# Worked problem: participation ratio in 4096-atom amorphous silicon near the 72 meV mobility edge

## Statement

A periodic cubic cell holds $N=4096$ Si atoms in a relaxed amorphous network. Its dynamical matrix at the $\Gamma$ point gives $3N=12288$ modes. Let $\mathbf e_i$ be the three-component eigenvector on atom $i$. All masses are equal, so the mass-weighted eigenvector and the displacement pattern coincide. The participation ratio is

$$P=\frac{S_2^2}{N S_4},\qquad S_2=\sum_i|\mathbf e_i|^2,\qquad S_4=\sum_i|\mathbf e_i|^4 .$$

We call $N_0=NP$ the participation number and $S_4/S_2^2=1/N_0$ the inverse participation ratio (IPR).

**Assumed or typical inputs (every entry in this list):**

- mobility edge $\hbar\omega_c=72$ meV, the value for the Stillinger-Weber network model of Allen, Feldman, Fabian and Wooten (1999), who named the propagons, diffusons and locons;
- density equal to that of the crystal, with lattice constant $a=5.431$ Å, so the cell edge is $L=8a$;
- transverse sound speed $v_T=3.7$ km/s;
- 4 first neighbours at 2.35 Å and 12 second neighbours at 3.84 Å;
- illustrative amplitude decay lengths $\xi=3, 5, 10, 20$ Å for modes above the edge, with $\langle|\mathbf e_i|^2\rangle\propto e^{-2r_i/\xi}$;
- correlation dimension of critical modes $D_2=1.24$ (three-dimensional Anderson transition with time-reversal symmetry, taken to apply to vibrations), with a microscopic length $\ell$ between 5 and 10 Å.

**Compiled measured value:** zone-centre optical phonon of crystalline Si, 517 cm$^{-1}$ at 300 K (Ioffe Institute).

**Find:**

1. the cell geometry and the position of the edge in THz and cm$^{-1}$;
2. $P$ for the lowest transverse propagons;
3. $P$ for an ideal diffuson, and its scatter from mode to mode;
4. $N_0$ and $P$ for the four decay lengths;
5. how $P$ changes when the cell edge is doubled, and what a cut at $P=0.1$ means.

## Why the formula counts atoms

$P$ does not depend on the normalisation of $\mathbf e$. The Cauchy-Schwarz inequality gives $S_2^2\le N S_4$, so $P\le1$, with equality only if $|\mathbf e_i|$ is the same on all atoms. Since $S_2^2\ge S_4$, also $P\ge 1/N$. If $N_0$ atoms share the intensity $A$ equally and the rest are still, $S_2=N_0A$, $S_4=N_0A^2$ and $P=N_0/N$. For a mode spread over the sample, dividing both sums by $N$ gives

$$P=\frac{\langle|\mathbf e|^2\rangle^2}{\langle|\mathbf e|^4\rangle},$$

so $P$ measures how much the intensity varies from atom to atom. It is blind to signs and directions.

## 1. Geometry and energy scale

$L=8\times5.431\ \text{Å}=43.448$ Å and $n=N/L^3=0.04994$ Å$^{-3}$.

The edge is $72\ \text{meV}/h=17.4$ THz, or 581 cm$^{-1}$. The compiled 517 cm$^{-1}$ of the crystal is 64.1 meV, so the edge lies 12 % above that phonon. The Stillinger-Weber potential typically makes the bond-stretching modes of silicon too stiff. The 72 meV therefore belongs to the model, and it should not be read directly onto a spectrum of a real film.

## 2. Propagons

The smallest wave vector is $k=2\pi/L=0.1446$ Å$^{-1}$, and

$$\hbar v_Tk=(6.582\times10^{-13}\ \text{meV s})(3.7\times10^{13}\ \text{Å/s})(0.1446\ \text{Å}^{-1})=3.5\ \text{meV}.$$

We replace sums over atoms by volume averages. For uncorrelated positions this changes them by a relative amount of order $N^{-1/2}=0.016$.

**Running wave.** $\mathbf e_i=\hat{\mathbf z}\,e^{ikx_i}$ has $|\mathbf e_i|=1$ everywhere, so $P=1$. It can be an eigenvector only if two real modes are exactly degenerate, as $\pm\mathbf k$ are in a crystal. The $\Gamma$-point matrix of a glass is real and symmetric, and apart from the three translations its levels are not degenerate, so its eigenvectors are real.

**Linearly polarised standing wave.** For $\mathbf e_i=\hat{\mathbf z}\cos kx_i$, $\langle\cos^2\rangle=1/2$ and $\langle\cos^4\rangle=3/8$, so

$$P=\frac{(1/2)^2}{3/8}=\frac23 .$$

On a lattice this fails at special points where $2\mathbf k$ or $4\mathbf k$ is a reciprocal lattice vector, because the oscillating terms then do not average out.

**Mixtures.** The shell $|\mathbf k|=2\pi/L$ holds 3 axes $\times$ 2 polarisations $\times$ (cosine, sine) $=12$ real transverse waves, and disorder mixes them. The helix $\hat{\mathbf y}\cos kx+\hat{\mathbf z}\sin kx$ is real and has $P=1$. The pattern $\hat{\mathbf z}(\cos kx+\cos ky)$ has $\langle e^2\rangle=1$ and $\langle e^4\rangle=\tfrac38+\tfrac38+\tfrac64=\tfrac94$, so $P=4/9$. A propagon thus has no unique $P$.

For the average, give $D$ orthonormal real patterns independent Gaussian amplitudes of unit variance. Then $S_2$ is a $\chi^2$ variable with $D$ degrees of freedom, $\langle S_2^2\rangle=D(D+2)$. Suppose the three components on each atom are independent with the same variance $\sigma^2$ everywhere. Then $3N\sigma^2=D$ and, from part 3, $\langle S_4\rangle=15N\sigma^4$. The direction of a Gaussian vector is independent of its length, so $\langle S_4/S_2^2\rangle=\langle S_4\rangle/\langle S_2^2\rangle$, and

$$\bar P\equiv\frac{1}{N\langle \mathrm{IPR}\rangle}=\frac{D(D+2)}{15N^2\sigma^4}=\frac35\,\frac{D+2}{D}.$$

The shell meets the condition. The $z$ component comes from $\sqrt{2/N}\,(\cos kx,\sin kx,\cos ky,\sin ky)$, whose squares add to $4/N=D/3N$ at every point, and the $x$ and $y$ components come likewise from other amplitudes. With $D=12$, $\bar P=0.70$. This assumes uniform mixing inside the shell and leaves out the non-affine part of the displacement.

## 3. Diffusons

Model a diffuson by independent real Gaussian components of variance $\sigma^2$. Then $x=|\mathbf e|^2/\sigma^2$ is $\chi^2$ with $d$ degrees of freedom, $\langle x\rangle=d$, $\langle x^2\rangle=d(d+2)$, and

$$P=\frac{d}{d+2}.$$

Real vectors have $d=3$ and $P=9/15=3/5$. Real scalar amplitudes have $d=1$ and $P=1/3$. Fully complex amplitudes double $d$ and give $3/4$ and $1/2$, which matters if you diagonalise with twisted boundary conditions. For a real Gaussian vector with covariance matrix $\Sigma$, Wick's theorem gives $\langle|\mathbf e|^4\rangle=(\mathrm{tr}\,\Sigma)^2+2\,\mathrm{tr}\,\Sigma^2$, so anisotropy of the local motion lowers $P$ from $3/5$, through $1/2$ for motion in a plane, to $1/3$ for motion along a line.

**Finite size.** With $D=3N$, $\bar P=(3N+2)/5N=0.6001$. The shift from $3/5$ is negligible.

**Scatter.** To first order in the fluctuations of the sample means, $\delta\ln P=N^{-1}\sum_i[\,2\,\delta x_i/3-\delta(x_i^2)/15\,]$. The moments for $d=3$ are 3, 15, 105 and 945, so $\mathrm{Var}\,x=6$, $\mathrm{Var}\,x^2=720$ and $\mathrm{Cov}(x,x^2)=60$. Hence

$$\mathrm{Var}\ln P=\frac1N\left(\frac{24}{9}+\frac{720}{225}-\frac{240}{45}\right)=\frac{8}{15N}.$$

For $N=4096$ the relative scatter is 0.0114, and the ideal diffuson has $P=0.600\pm0.007$.

If the variance differs from atom to atom, $P=\tfrac35\langle\sigma^2\rangle^2/\langle\sigma^4\rangle\le\tfrac35$. Both corrections lower $P$. Diagonalised a-Si models typically give roughly 0.4 to 0.6 across the diffuson band, so the model's 0.60 sits at the upper end. The values $2/3$, 0.70 and $3/5$ are too close, and the spread within the propagon shell too wide, for $P$ to separate propagons from diffusons.

## 4. Locons

Keep the Gaussian components and let their variance follow the envelope $w(r)=e^{-2r/\xi}$. Then $\langle S_2\rangle=3\sum_iw_i$ and $\langle S_4\rangle=15\sum_iw_i^2$. When many atoms take part, the sums stay close to their averages and

$$N_0=\frac35\,\frac{(\sum_iw_i)^2}{\sum_iw_i^2}.$$

**Infinite medium.** With $\sum_i\to n\int d^3r$ and $\int_0^\infty r^2e^{-br}dr=2/b^3$, we get $\sum w=\pi n\xi^3$ and $\sum w^2=\pi n\xi^3/8$, so

$$N_0^\infty=\frac35\,8\pi n\xi^3=(0.753\ \text{Å}^{-3})\,\xi^3 .$$

This is independent of $N$, so $P=N_0^\infty/N$ falls as $1/N$.

**Periodic cell.** The tail wraps around. Assume that contributions from different images $\mathbf T=L(m_1,m_2,m_3)$ have independent signs, so that variances add, $w_L(\mathbf r)=\sum_{\mathbf T}w(\mathbf r-\mathbf T)$. The cell integral of $w_L$ is still $\pi\xi^3$. The cell integral of $w_L^2$ is $\sum_{\mathbf T}\int w(\mathbf r)w(\mathbf r-\mathbf T)\,d^3r$ over all space. Each term is the overlap of two exponentials, which prolate spheroidal coordinates give as $(\pi\xi^3/8)\,s(2T/\xi)$ with $s(y)=(1+y+y^2/3)e^{-y}$. Therefore

$$P=\frac35\,\frac{8\pi(\xi/L)^3}{\Lambda},\qquad \Lambda=\sum_{\mathbf T}s(2T/\xi)=1+6s(y_1)+12s(\sqrt2y_1)+8s(\sqrt3y_1)+\dots,\qquad y_1=\frac{2L}{\xi}.$$

The Fourier transform of $w$ is proportional to $[1+(G\xi/2)^2]^{-2}$, and Parseval's theorem on the cell gives the equivalent form $P=\tfrac35\big/\sum_{\mathbf m}[1+(\pi\xi/L)^2m^2]^{-4}$, summed over integer triples $\mathbf m$. This shows that $P\to3/5$ for $\xi\gg L$. In this model $P$ depends on $\xi/L$ alone.

| $\xi$ (Å) | $y_1$ | $N_0^\infty$ | $\Lambda$ | $N_0=NP$ | $P$ |
|---|---|---|---|---|---|
| 3 | 29.0 | 20 | 1.00 | 20 | 0.0050 |
| 5 | 17.4 | 94 | 1.00 | 94 | 0.023 |
| 10 | 8.69 | $7.5\times10^2$ | 1.04 | $7.2\times10^2$ | 0.18 |
| 20 | 4.34 | $6.0\times10^3$ | 2.67 | $2.3\times10^3$ | 0.55 |

For $\xi=20$ Å the infinite-medium count exceeds the number of atoms in the cell, and the estimate $N_0^\infty/N$ has no meaning.

**Discreteness at small $\xi$.** The function $w^2$ decays over $\xi/4$, which is less than a bond length for the first two rows. The continuum result is the average of each sum over positions of the centre. To size the effect, centre the envelope on an atom, keep the two neighbour shells, and start the continuum at the radius that holds those 17 atoms, $r_c=(3\times17/4\pi n)^{1/3}=4.33$ Å:

$$\sum_ie^{-br_i}=1+4e^{-b\,(2.35\,\text{Å})}+12e^{-b\,(3.84\,\text{Å})}+\frac{8\pi n}{b^3}\,e^{-br_c}\Big(1+br_c+\tfrac12b^2r_c^2\Big),$$

with $b=2/\xi$ for $\sum w$ and $b=4/\xi$ for $\sum w^2$.

- $\xi=3$ Å: $\sum w=4.66$ and $\sum w^2=1.28$, against 4.24 and 0.53 in the continuum. The envelope covers $(\sum w)^2/\sum w^2=17$ atoms, $N_0=10$ and $P=0.0025$, half the tabulated value.
- $\xi=5$ Å: $\sum w=19.8$, $\sum w^2=2.97$, $N_0=79$ and $P=0.019$, which is 16 % lower.
- $\xi=10$ Å: the reduction is 1 %.

For so few atoms the factor $3/5$ is itself only an average. The scatter formula of part 3, applied to 17 equal atoms, gives $\sqrt{8/(15\times17)}=0.18$ as a rough relative spread. The first row should be read as $N_0$ between 10 and 20.

**Critical fluctuations at large $\xi$.** As $\omega\to\omega_c$ from above, $\xi$ diverges. On scales between $\ell$ and $\xi$ a mode is multifractal, and a smooth envelope misses this. At the edge the IPR scales as $L^{-D_2}$, so $P\sim\tfrac35(\ell/L)^{3-D_2}$ if it is matched to the Gaussian value at $L=\ell$. For $\ell=5$ and 10 Å this is 0.01 and 0.05, an order of magnitude or more below $3/5$. The rows with $\xi\gtrsim\ell$ are therefore upper estimates, and the 0.55 of the last row may be too high by a factor of that size. A small $P$ near 72 meV does not prove that a mode is localised.

## 5. Doubling the cell

Take $L'=2L=86.896$ Å and $N'=8N=32768$.

| mode | $P(N)$ | $P(8N)$ | ratio |
|---|---|---|---|
| ideal diffuson | 0.600 | 0.600 | 1 |
| critical mode | | | $2^{D_2-3}=0.30$ |
| envelope, $\xi=20$ Å | 0.55 | 0.18 | 0.32 |
| envelope, $\xi=5$ Å (continuum) | 0.023 | 0.0029 | $1/8$ |

The ratio $1/8$ for the short locon survives the discreteness correction, because $N_0$ is the same in both cells. The $1/N$ law holds only for $L\gg\xi$. The smooth envelope with $\xi=20$ Å gives 0.32, nearly the critical 0.30, so two sizes cannot tell these cases apart. A second doubling does. The critical ratio stays at 0.30, while the envelope moves from the $\xi/L$ of the third row in part 4 to that of the second, a ratio of 0.13, close to $1/8$.

A fixed cut is a statement about $\xi/L$. Solving $P=0.1$ with the periodic formula gives $\xi=8.2$ Å in the 4096-atom cell and 16 Å in the 32768-atom cell. The energy at which $P$ crosses 0.1 therefore shifts with cell size and is not the mobility edge. To locate the edge, average the IPR in energy bins for at least three sizes and find where the scaling changes from $N_0\propto N$ (extended) through $N_0\propto N^{D_2/3}$ (critical) to $N_0$ independent of $N$ (localised).

## Answers (model values)

- Edge: 17.4 THz, 581 cm$^{-1}$, in a cell with $L=43.448$ Å and $n=0.04994$ Å$^{-3}$.
- Lowest transverse propagons, 3.5 meV: 1 for a running or helical wave, $2/3$ for one linearly polarised standing wave, 0.70 for a random real mixture of the 12 waves.
- Ideal diffuson: $0.600\pm0.007$, lowered by anisotropy and by uneven variance.
- Locons: $P=0.0025$ to 0.0050 for $\xi=3$ Å, 0.019 to 0.023 for 5 Å, and upper estimates of 0.18 and 0.55 for 10 and 20 Å.
- Doubling $L$ multiplies $P$ by 1 (diffuson), 0.30 (critical mode) or $1/8$ (locon with $\xi\ll L$).